# Non-adiabatic correction to the polarisation potential: cores, masses and $l$ compared

Atomic units ($\hbar=e=m_e=4\pi\epsilon_0=1$); level shifts in MHz, $\Delta E/h$.

## 1. Setting

- The core is in an $S$ state $|0\rangle$ with net charge $Z_c$ and excitation energies $\Delta_n=E_n-E_0$.
- The outer particle has charge $q=\pm1$ and reduced mass $m$ relative to the whole core. Its position $\mathbf r$ is taken from the core's centre of mass.
- Zeroth order: $h=p^2/2m+qZ_c/r$, $h\psi=\varepsilon\psi$. Penetration and exchange are dropped (high $l$).
- Dipole coupling: $q\sum_i\mu_i\phi_i$ with $\phi_i=x_i/r^3$ and $\nabla^2\phi_i=0$ for $r>0$.

Core sums, with $Q=\sum_j r_j^2P_2(\cos\theta_j)$ over core electrons:

$$\alpha_1=2\sum_n\frac{|\mu_z^{0n}|^2}{\Delta_n},\quad \beta_1=\sum_n\frac{|\mu_z^{0n}|^2}{\Delta_n^2},\quad \gamma_1=\sum_n\frac{|\mu_z^{0n}|^2}{\Delta_n^3},\quad \alpha_2=2\sum_n\frac{|Q^{0n}|^2}{\Delta_n}.$$

Some authors define $\gamma_1$ with an extra factor $1/2$.

## 2. The $r^{-6}$ term

The second-order denominator contains the outer Hamiltonian. Expand it:

$$-\frac1{\Delta_n+h-\varepsilon}=-\frac1{\Delta_n}+\frac{h-\varepsilon}{\Delta_n^2}-\frac{(h-\varepsilon)^2}{\Delta_n^3}+\dots$$

An $S$ core makes the sums diagonal in $i$ and removes dipole–quadrupole cross terms.

**First term (adiabatic).** $\sum_i\phi_i^2=r^{-4}$ gives $-\alpha_1/2r^4$. The quadrupole gives $-\alpha_2/2r^6$.

**Second term.** Since $(h-\varepsilon)\psi=0$,

$$\langle\phi(h-\varepsilon)\phi\rangle=\tfrac12\langle[\phi,[h,\phi]]\rangle=\frac{\langle|\nabla\phi|^2\rangle}{2m}.$$

With $T_{ij}=\partial_j\phi_i=(\delta_{ij}-3\hat r_i\hat r_j)/r^3$ one has $T^2=(1+3\hat r\hat r)/r^6$ and $\mathrm{tr}\,T^2=6/r^6$. The term is $+3\beta_1/mr^6$. Hence

$$V(r)=-\frac{\alpha_1}{2r^4}-\frac{\alpha_2-6\beta_1/m}{2r^6}+\dots$$

(Kleinman, Hahn and Spruch; Dalgarno, Drake and Victor; both 1968). The correction is always repulsive and even in $q$. It is the kinetic energy paid because the core distortion changes with $\mathbf r$.

**Third term** (electron, $m=1$). Now $(h-\varepsilon)\phi_i\psi=-\nabla\phi_i\cdot\nabla\psi$, so

$$E_\gamma=-\gamma_1\int \frac{|\nabla\psi|^2+3|\partial_r\psi|^2}{r^6}\,d^3r<0 .$$

Use $\int f|\nabla\psi|^2d^3r=\langle\tfrac12\nabla^2f+2(\varepsilon+Z_c/r)f\rangle$ with $f=r^{-6}$, $\nabla^2f=30\,r^{-8}$. The radial part is this minus $L\langle r^{-8}\rangle$, $L=l(l+1)$. Then

$$E_\gamma=-\gamma_1\Big\langle\frac{8\varepsilon}{r^6}+\frac{8Z_c}{r^7}+\frac{60-3L}{r^8}\Big\rangle .$$

The piece $\varepsilon/r^6$ is why the $r^{-6}$ coefficient above is the zero-energy one. For Coulomb bound states, with $a_k=\langle r^{-k}\rangle$ and $\varepsilon=-Z_c^2/2n^2$, Kramers' relation reads

$$\tfrac k4\big[(2l+1)^2-k^2\big]a_{k+2}=(2k-1)Z_c\,a_{k+1}+2(k-1)\varepsilon\,a_k .$$

At $k=6$ it removes $\varepsilon a_6$:

$$E_\gamma=\gamma_1\Big[\tfrac45Z_c\,a_7-18\big(1+\tfrac{L}{10}\big)a_8\Big],\qquad l\ge3 .$$

## 3. Hydrogenic cores, exactly

Dalgarno–Lewis: $(H-E_0)\chi_1=z\psi_0$ is solved by $\chi_1=z(1+r/2)\psi_0$. With $\langle r^k\rangle=(k+2)!/2^{k+1}$,

$$\alpha_1=2\langle\psi_0|z|\chi_1\rangle=\tfrac92,\qquad \beta_1=\langle\chi_1|\chi_1\rangle=\tfrac13\langle r^2+r^3+\tfrac14r^4\rangle=\tfrac{43}8 .$$

For the quadrupole, $\chi_2=r^2P_2(\tfrac12+\tfrac r3)\psi_0$ gives $\alpha_2=\tfrac25\langle\tfrac12r^4+\tfrac13r^5\rangle=15$. For nuclear charge $Z$, lengths scale as $1/Z$ and energies as $Z^2$, so $\alpha_1\propto Z^{-4}$ and $\alpha_2,\beta_1\propto Z^{-6}$.

## 4. Comparison of cores ($m=1$)

Define a mean dipole gap $\bar\Delta=\alpha_1/2\beta_1$ and a squared length $\ell^2=\alpha_2/\alpha_1$. Then

$$\rho\equiv\frac{6\beta_1}{m\,\alpha_2}=\frac{3}{m\bar\Delta\,\ell^2},$$

and the $r^{-6}$ tail is repulsive when $\rho>1$. The H and Li$^{2+}$ rows are exact for fixed nuclei without relativity. For the other rows $\alpha_1,\alpha_2,\beta_1$ are approximate inputs, typical of published calculations, and the derived columns are the model's.

| core | $\alpha_1$ | $\alpha_2$ | $\beta_1$ | $\alpha_2-6\beta_1$ | $\bar\Delta$ | $\ell^2$ | $\rho$ |
|---|---|---|---|---|---|---|---|
| H | 4.5 | 15 | 5.375 | −17.25 | 0.419 | 3.33 | 2.15 |
| Li$^{2+}$ | 0.0556 | 0.0206 | 0.00737 | −0.0237 | 3.77 | 0.370 | 2.15 |
| Li$^+$ | 0.1925 | 0.1139 | 0.0353 | −0.0979 | 2.73 | 0.592 | 1.86 |
| Mg$^+$ | 35.0 | 156 | 106 | −480 | 0.165 | 4.46 | 4.08 |
| Si$^{3+}$ | 7.4 | 12 | 11 | −54 | 0.34 | 1.6 | 5.5 |

Trends:

- $\rho$ compares $1/m\bar\Delta$, the squared distance over which the outer particle spreads during the core response time $1/\bar\Delta$, with $\ell^2$. For $m=1$ both lengths are set by electron motion, so $\rho$ is of order one and the correction cannot be dropped beside $\alpha_2$.
- Hydrogenic cores: $\bar\Delta\propto Z^2$ and $\ell^2\propto Z^{-2}$ cancel, so $\rho$ is independent of $Z$. Li$^+$, also a $1s$ core, lies close by.
- Sodium-like cores: the dipole strength sits in the low $3s\to3p$ excitation within one shell. The gap is small for the size, so $\rho$ is larger. From Mg$^+$ to Si$^{3+}$, $\bar\Delta$ rises by a factor 2.0 while $\ell^2$ falls by 2.7, so $\rho$ grows.
- A low-lying level reached by the quadrupole ($4s\to3d$ in Ca$^+$) enlarges $\ell^2$ and works the other way.

**Mass.** The tail changes sign at $m^*=6\beta_1/\alpha_2$, which is 2.15 for H. For a proton outside H, $m=918.3$ and $6\beta_1/m=0.035$ against $\alpha_2=15$: the adiabatic limit. At this level the finite proton mass $M$ inside the core matters too. The centre-of-mass quadrupole and the core's reduced mass multiply $\alpha_2$ by $\big(\frac{M-1}{M+1}\big)^2\big(\frac{M+1}M\big)^5$, a change of 0.008.

## 5. Li, $n=10$, across $l$

Inputs: the Li$^+$ row, $\gamma_1\approx0.0136$ (approximate), $Z_c=1$, $m=1$. Moments follow from $a_2=1/[n^3(l+\tfrac12)]$ and Kramers' relation. For $10g$: $a_4=8.081\times10^{-7}$, $a_6=7.242\times10^{-9}$, $a_7=8.907\times10^{-10}$, $a_8=1.398\times10^{-10}$.

With $E_4=-\tfrac12\alpha_1a_4$, $E_Q=-\tfrac12\alpha_2a_6$, $E_\beta=3\beta_1a_6$, the model's shifts in MHz are:

| level | $E_4$ | $E_Q$ | $E_\beta$ | $E_Q+E_\beta$ | $E_\gamma$ |
|---|---|---|---|---|---|
| $10g$ ($l=4$) | −512 | −2.71 | 5.05 | 2.33 | −0.61 |
| $10h$ ($l=5$) | −177 | −0.350 | 0.651 | 0.301 | −0.029 |
| $10i$ ($l=6$) | −72.5 | −0.0629 | 0.117 | 0.0541 | −0.0026 |
| $10k$ ($l=7$) | −33.3 | −0.0138 | 0.0258 | 0.0119 | −0.00031 |

Reading the table:

- $E_\beta/|E_Q|=\rho$ in every row, since both carry $a_6$. The adiabatic potential alone gives the $r^{-6}$ shift the wrong sign.
- $E_\beta/|E_4|$ falls from 0.99 % to 0.077 %. Each step of the recursion divides by about $l^2$, so $a_6/a_4\sim l^{-4}$ for $n\gg l$. Finite $n$ steepens the fall.
- $|E_\gamma|/E_\beta$ falls from 12 % to 1.2 % for the same reason. Against the net $r^{-6}$ shift of $10g$ it is 26 %.
- The explicit energy term is small: $8\gamma_1|\varepsilon|/3\beta_1=0.5$ %. The size of $E_\gamma$ comes from kinetic energy near the inner turning point, not from $\varepsilon$.

Terms outside the formula that compete:

- Relativistic kinetic energy, $-\frac{\alpha_{\rm fs}^2}{2n^3}\big[\frac1{l+1/2}-\frac3{4n}\big]$: −25.8 MHz at $10g$, −10.2 MHz at $10k$. It exceeds $E_\beta$ but is known in closed form. The hydrogenic spin–orbit splitting $\alpha_{\rm fs}^2/2n^3L$ is 8.8 MHz at $10g$, so the table refers to the centre of gravity of the doublet.
- Third-order adiabatic term (dipole, dipole, quadrupole), odd in $q$, $+\delta/2r^7$ for an electron. An approximate $\delta\approx0.12$ gives +0.35 MHz at $10g$ and cancels part of $E_\gamma$.
- Other $r^{-8}$ terms (octupole, non-adiabatic quadrupole, fourth order). A typical coefficient of 0.1 gives 0.09 MHz each at $10g$. Second order in $-\alpha_1/2r^4$ is of order $n^3E_4^2$, or 0.04 MHz.
- The input $\alpha_1$. Rounding by $5\times10^{-5}$ moves $E_4$ by 0.13 MHz at $10g$ and 0.009 MHz at $10k$, where it rivals the net 0.0119 MHz. The reduced mass ($1-m\approx8\times10^{-5}$ for a core of about 7 u) changes $a_4\propto m^4$ by $3\times10^{-4}$, a similar size.

So $10g$ has the largest $r^{-6}$ signal and the largest remainder. At $10k$ the series is clean but the signal drowns in $\alpha_1$. Shifts fix only the combination $\alpha_2-6\beta_1$, as the slope of $\Delta E/a_4$ against $a_6/a_4$.

## 6. Convergence across cores

Cauchy–Schwarz gives $\beta_1^2\le\tfrac12\alpha_1\gamma_1$, that is $\gamma_1/\beta_1\ge1/\bar\Delta$. Since $a_k\propto Z_c^k$,

$$\frac{|E_\gamma|}{E_\beta}\ge\frac{Z_c^2}{\bar\Delta}\,g_{nl},\qquad g_{nl}=\frac{18(1+L/10)\,a_8-\tfrac45a_7}{3a_6}\Big|_{Z_c=1},$$

with $g=0.315$ for $10g$ and $0.0314$ for $10k$. The model's lower bounds: Mg on Mg$^+$, 1.9 at $10g$ and 0.19 at $10k$; Si$^{2+}$ on Si$^{3+}$ ($Z_c=3$), 0.84 at $10k$. The small gap that makes $\rho$ large also spoils the expansion in $(h-\varepsilon)/\Delta_n$, and a high core charge adds the factor $Z_c^2$. Li$^+$, with a wide gap and $Z_c=1$, is the favourable case. Soft or highly charged cores need larger $l$, or the lowest core excitation summed with its full denominator.